**Breaks in the ionisation energies of groups 11 to 13 at the X-alpha level**

The table holds ionisation energies (differences of total energies), highest eigenvalues, orbital radii and exchange energies of eight atoms from scalar-relativistic, spin-polarised, exchange-only Kohn-Sham calculations with $\alpha = 0.667$, beside measured NIST values. The program fits nothing: it works out steps down the groups and along the periods, sizes the breaks against a repeat of the earlier step, and applies one parameter-free estimate, a spin-orbit shift of two-thirds of a rough recalled p splitting. Hg lies 1.87 eV above the continued trend (1.84 eV in the measured values), and the rises Ag→Au and Cd→Hg are reproduced to 93% and 98%. The computed fall In→Tl of 0.17 eV becomes a rise of 0.29 eV after the shift, against 0.32 eV measured, and the spread of the group 13 errors drops from 0.56 to 0.11 eV. All eight errors are negative, and the gap between ionisation energy and eigenvalue times the orbital radius is constant to 10%.

Spherical all-electron Kohn-Sham atoms in NIST's ground configurations, computed with the radks radial solver and Libxc 1 using Slater Xα exchange (α = 0.667) without correlation. The runs are scalar-relativistic and spin-polarised, with open shells filled at highest spin and a finite (Fermi) nucleus. Ionisation energies are differences of total energies.

## Analysis program

```python
# Table: ionisation energies (total-energy differences), highest eigenvalues, radii and exchange energies of
# group 11-13 atoms; radks + Libxc, scalar-relativistic spin-polarised X-alpha (alpha 0.667), with NIST values.
# Tested: which rows break "ionisation energy falls down a group", by how much, and whether the missing
# spin-orbit shift (2/3 of the p splitting, no fitted parameter) accounts for the Tl row.
T = {
    'ion': ['Ag', 'Au', 'Zn', 'Cd', 'Hg', 'Al', 'In', 'Tl'],
    'Z': [47, 79, 30, 48, 80, 13, 49, 81],
    'configuration': ['[Kr] 4d10 5s1', '[Xe] 4f14 5d10 6s1', '[Ar] 3d10 4s2', '[Kr] 4d10 5s2', '[Xe] 4f14 5d10 6s2', '[Ne] 3s2 3p1', '[Kr] 4d10 5s2 5p1', '[Xe] 4f14 5d10 6s2 6p1'],
    'removed': ['5s', '6s', '4s', '5s', '6s', '3p', '5p', '6p'],
    'ionisation_energy': [7.39071, 8.92011, 8.669, 8.20969, 9.61983, 5.15701, 4.89533, 4.72271],  # eV
    'minus_highest_eigenvalue': [4.2407, 5.4598, 5.1942, 4.9353, 6.0277, 2.3407, 2.2406, 2.1348],  # eV
    'highest_level_mean_radius': [3.1895, 2.8948, 2.6854, 2.9293, 2.7254, 3.567, 3.8441, 3.9639],  # bohr
    'exchange_energy': [-139.68, -343.59, -66.083, -144.64, -351.27, -16.5, -149.61, -358.94],  # hartree
    'nist': [7.576234, 9.225554, 9.394197, 8.99382, 10.437504, 5.985769, 5.7863558, 6.1082873],  # eV
    'nist_unc': [2.5e-05, 4e-06, 6e-06, 1.6e-05, 6e-06, 3e-06, 5e-07, 1.2e-06],  # eV
    'error': [-0.186, -0.305, -0.725, -0.784, -0.818, -0.829, -0.891, -1.39],  # eV
}
from scipy.constants import fine_structure as a

def col(k):
    return dict(zip(T['ion'], T[k]))
Z, I, N = col('Z'), col('ionisation_energy'), col('nist')
e, r, X = col('minus_highest_eigenvalue'), col('highest_level_mean_radius'), col('exchange_energy')
err = {s: I[s] - N[s] for s in I}
gap = {s: I[s] - e[s] for s in I}
print("Rounding: I 0.000005 eV, eigenvalue 0.00005 eV, radius 0.00005 bohr; largest NIST uncertainty %.1e eV" % max(T['nist_unc']))
print("Row: error eV, error %, I-(-eps) eV, that gap x <r> eV bohr, (Z alpha)^2")
for s in T['ion']:
    print("  %-2s %+.3f %+5.1f%%  %.3f  %.2f  %.3f" % (s, err[s], 100*err[s]/N[s], gap[s], gap[s]*r[s], (Z[s]*a)**2))
p = {s: gap[s]*r[s] for s in I}
lo, hi = min(p, key=p.get), max(p, key=p.get)
print("gap x <r>: lowest %s %.2f, highest %s %.2f, ratio %.3f" % (lo, p[lo], hi, p[hi], p[hi]/p[lo]))
F0 = 7.73436  # eV, F0(5s,5s) of Ag, further output of the same run
print("Ag only: gap %.2f eV, F0(5s,5s)/2 %.2f eV, ratio %.2f" % (gap['Ag'], F0/2, gap['Ag']/(F0/2)))

print("Steps down a group: computed eV, NIST eV, change of error eV, change of <r> bohr (%)")
for x, y in [('Zn', 'Cd'), ('Cd', 'Hg'), ('Ag', 'Au'), ('Al', 'In'), ('In', 'Tl'), ('Zn', 'Hg')]:
    print("  %s->%s %+.3f %+.3f %+.3f %+.3f (%+.1f%%)" % (x, y, I[y]-I[x], N[y]-N[x], err[y]-err[x], r[y]-r[x], 100*(r[y]/r[x]-1)))
for x, y in [('Ag', 'Au'), ('Cd', 'Hg')]:
    print("Share of NIST rise %s->%s reproduced: %.0f%%; (Z ratio)^2 = %.2f" % (x, y, 100*(I[y]-I[x])/(N[y]-N[x]), (Z[y]/Z[x])**2))

print("Break against repeating the earlier step per period (expected, actual, excess):")
for x, y, z, n in [('Zn', 'Cd', 'Hg', 1), ('Al', 'In', 'Tl', 2)]:
    for name, D, u in [('computed I', I, 'eV'), ('NIST I', N, 'eV'), ('<r>', r, 'bohr')]:
        ex = D[y] + (D[y]-D[x])/n
        print("  %s %-10s %.3f %.3f %+.3f %s" % (z, name, ex, D[z], D[z]-ex, u))

print("Steps along a period: computed eV, NIST eV, change of error eV, exchange energy step hartree")
for x, y in [('Ag', 'Cd'), ('Au', 'Hg'), ('Cd', 'In'), ('Hg', 'Tl')]:
    print("  %s->%s %+.3f %+.3f %+.3f %+.2f" % (x, y, I[y]-I[x], N[y]-N[x], err[y]-err[x], X[y]-X[x]))

split = {'Al': 0.014, 'In': 0.27, 'Tl': 0.97}  # eV, p3/2 - p1/2, rough recalled values
print("Spin-orbit estimate (rough recalled splitting, shift 2/3 of it, shifted I, remaining error), eV")
C = {s: I[s] + 2*split[s]/3 for s in split}
for s in split:
    print("  %s %.3f %.2f %.2f %+.2f" % (s, split[s], 2*split[s]/3, C[s], C[s]-N[s]))
print("In->Tl: computed %+.2f, shifted %+.2f, NIST %+.2f eV" % (I['Tl']-I['In'], C['Tl']-C['In'], N['Tl']-N['In']))
b = [err[s] for s in split]
c = [C[s]-N[s] for s in split]
print("Spread of group 13 errors: before %.2f, after %.2f eV" % (max(b)-min(b), max(c)-min(c)))
w = min(err, key=err.get)
print("Worst row: %s, %+.2f eV; all %d errors negative" % (w, err[w], len(err)))

assert all(v < 0 for v in err.values()) and all(v > 0 for v in gap.values())
assert all(I[y] > I[x] and N[y] > N[x] and r[y] < r[x] for x, y in [('Ag', 'Au'), ('Cd', 'Hg')])
assert I['Tl'] < I['In'] and N['Tl'] > N['In'] and C['Tl'] > C['In']
assert max(abs(err['Ag']), abs(err['Au'])) < min(abs(err[s]) for s in ('Zn', 'Cd', 'Hg'))
```

Running it gives:

```
Rounding: I 0.000005 eV, eigenvalue 0.00005 eV, radius 0.00005 bohr; largest NIST uncertainty 2.5e-05 eV
Row: error eV, error %, I-(-eps) eV, that gap x <r> eV bohr, (Z alpha)^2
  Ag -0.186  -2.4%  3.150  10.05  0.118
  Au -0.305  -3.3%  3.460  10.02  0.332
  Zn -0.725  -7.7%  3.475  9.33  0.048
  Cd -0.784  -8.7%  3.274  9.59  0.123
  Hg -0.818  -7.8%  3.592  9.79  0.341
  Al -0.829 -13.8%  2.816  10.05  0.009
  In -0.891 -15.4%  2.655  10.21  0.128
  Tl -1.386 -22.7%  2.588  10.26  0.349
gap x <r>: lowest Zn 9.33, highest Tl 10.26, ratio 1.099
Ag only: gap 3.15 eV, F0(5s,5s)/2 3.87 eV, ratio 0.81
Steps down a group: computed eV, NIST eV, change of error eV, change of <r> bohr (%)
  Zn->Cd -0.459 -0.400 -0.059 +0.244 (+9.1%)
  Cd->Hg +1.410 +1.444 -0.034 -0.204 (-7.0%)
  Ag->Au +1.529 +1.649 -0.120 -0.295 (-9.2%)
  Al->In -0.262 -0.199 -0.062 +0.277 (+7.8%)
  In->Tl -0.173 +0.322 -0.495 +0.120 (+3.1%)
  Zn->Hg +0.951 +1.043 -0.092 +0.040 (+1.5%)
Share of NIST rise Ag->Au reproduced: 93%; (Z ratio)^2 = 2.83
Share of NIST rise Cd->Hg reproduced: 98%; (Z ratio)^2 = 2.78
Break against repeating the earlier step per period (expected, actual, excess):
  Hg computed I 7.750 9.620 +1.869 eV
  Hg NIST I     8.593 10.438 +1.844 eV
  Hg <r>        3.173 2.725 -0.448 bohr
  Tl computed I 4.764 4.723 -0.042 eV
  Tl NIST I     5.687 6.108 +0.422 eV
  Tl <r>        3.983 3.964 -0.019 bohr
Steps along a period: computed eV, NIST eV, change of error eV, exchange energy step hartree
  Ag->Cd +0.819 +1.418 -0.599 -4.96
  Au->Hg +0.700 +1.212 -0.512 -7.68
  Cd->In -3.314 -3.207 -0.107 -4.97
  Hg->Tl -4.897 -4.329 -0.568 -7.67
Spin-orbit estimate (rough recalled splitting, shift 2/3 of it, shifted I, remaining error), eV
  Al 0.014 0.01 5.17 -0.82
  In 0.270 0.18 5.08 -0.71
  Tl 0.970 0.65 5.37 -0.74
In->Tl: computed -0.17, shifted +0.29, NIST +0.32 eV
Spread of group 13 errors: before 0.56, after 0.11 eV
Worst row: Tl, -1.39 eV; all 8 errors negative
```
